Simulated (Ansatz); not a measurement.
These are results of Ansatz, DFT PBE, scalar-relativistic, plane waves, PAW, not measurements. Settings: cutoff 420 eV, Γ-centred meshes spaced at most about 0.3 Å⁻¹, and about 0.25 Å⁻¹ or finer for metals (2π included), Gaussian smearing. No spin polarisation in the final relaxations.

Temperature and zero-point effects are left out.

Two relaxed structures of Ta₄N:

A.

```yaml
crystal:
  lattice:
    - [-2.74638, 2.74638, 2.74638]
    - [2.74638, -2.74638, 2.74638]
    - [2.74638, 2.74638, -2.74638]
  atoms:
    - { symbol: Ta, position: [0.00000, 0.00000, 0.50000] }
    - { symbol: Ta, position: [0.00000, 0.50000, 0.00000] }
    - { symbol: Ta, position: [0.50000, 0.00000, 0.00000] }
    - { symbol: Ta, position: [0.50000, 0.50000, 0.50000] }
    - { symbol: N, position: [0.00000, 0.00000, 0.00000] }
```

B.

```yaml
crystal:
  lattice:
    - [5.25771, 0.00000, 0.00000]
    - [-2.62886, 4.55331, 0.00000]
    - [0.00000, 0.00000, 3.87553]
  atoms:
    - { symbol: Ta, position: [0.50000, 0.00000, 0.00000] }
    - { symbol: Ta, position: [0.00000, 0.50000, 0.00000] }
    - { symbol: Ta, position: [0.50000, 0.50000, 0.00000] }
    - { symbol: Ta, position: [0.00000, 0.00000, 0.50000] }
    - { symbol: N, position: [0.00000, 0.00000, 0.00000] }
```

Question: Which is lower in energy, and by how much?

Answer: A is lower, by 213 meV/atom. A has space group Im-3m (No. 229), 16.6 Å³/atom and no gap on its mesh; B has space group P6/mmm (No. 191), 18.6 Å³/atom and no gap. Counting Ta atoms around N (those within 1.25 times the shortest such distance or 1.15 times the sum of covalent radii; a plus sign parts nearer from farther groups), A has N 8 and B has N 2+6. The denser one is the lower, and pressure would at first widen the difference. Even the lower one lies +0.57 eV/atom against the reference forms of the elements (uncorrected), so neither is stable at this level. In A, Ta has 2 N at 2.38 Å and 6 Ta at 2.75 Å; around N lie 8 Ta at 2.38 Å. In B, Ta on a site of symmetry mmm has 2 N at 2.63 Å, 4 Ta at 2.63 Å and 4 Ta at 3.27 Å; Ta on a site of symmetry 6/mmm is surrounded by 2 N at 1.94 Å and 12 Ta at 3.27 Å; around N lie 2 Ta at 1.94 Å and 6 Ta at 2.63 Å. Both come from invented guesses. A third cell relaxed alike, in Pm-3m, lies 1.00 eV/atom below the lower of the two.

Spin–orbit coupling, which can matter for Ta, is left out. A magnetic state wasn't ruled out in cells without spin, among them P6/mmm. Cells relaxed within their symmetry can be saddle points.

Neither arrangement gives nitrogen a good site, and the order probably reflects which misfit costs less. In A the eight equal Ta–N contacts, at 2.38 Å, are long for a tantalum nitride, so each N 2p–Ta 5d bond is weak, but the metal framework keeps short, evenly spread Ta–Ta contacts. B instead squeezes nitrogen between two Ta atoms at 1.94 Å, while the other six, at 2.63 Å, are too distant to bond strongly. Its metal sublattice is likewise uneven, with compressed contacts within the layers and stretched ones between them, which suggests a loss of d-band cohesion.

Tantalum nitrides usually hold nitrogen in octahedral or trigonal-prismatic holes, where short p–d bonds coexist with reasonable metal packing. The much lower Pm-3m cell probably offers such a site. Since it falls below the elements, the positive energies of A and B reflect their structures rather than the composition. Whether that cell would resist separation into tantalum and a nitride richer in nitrogen remains untested.
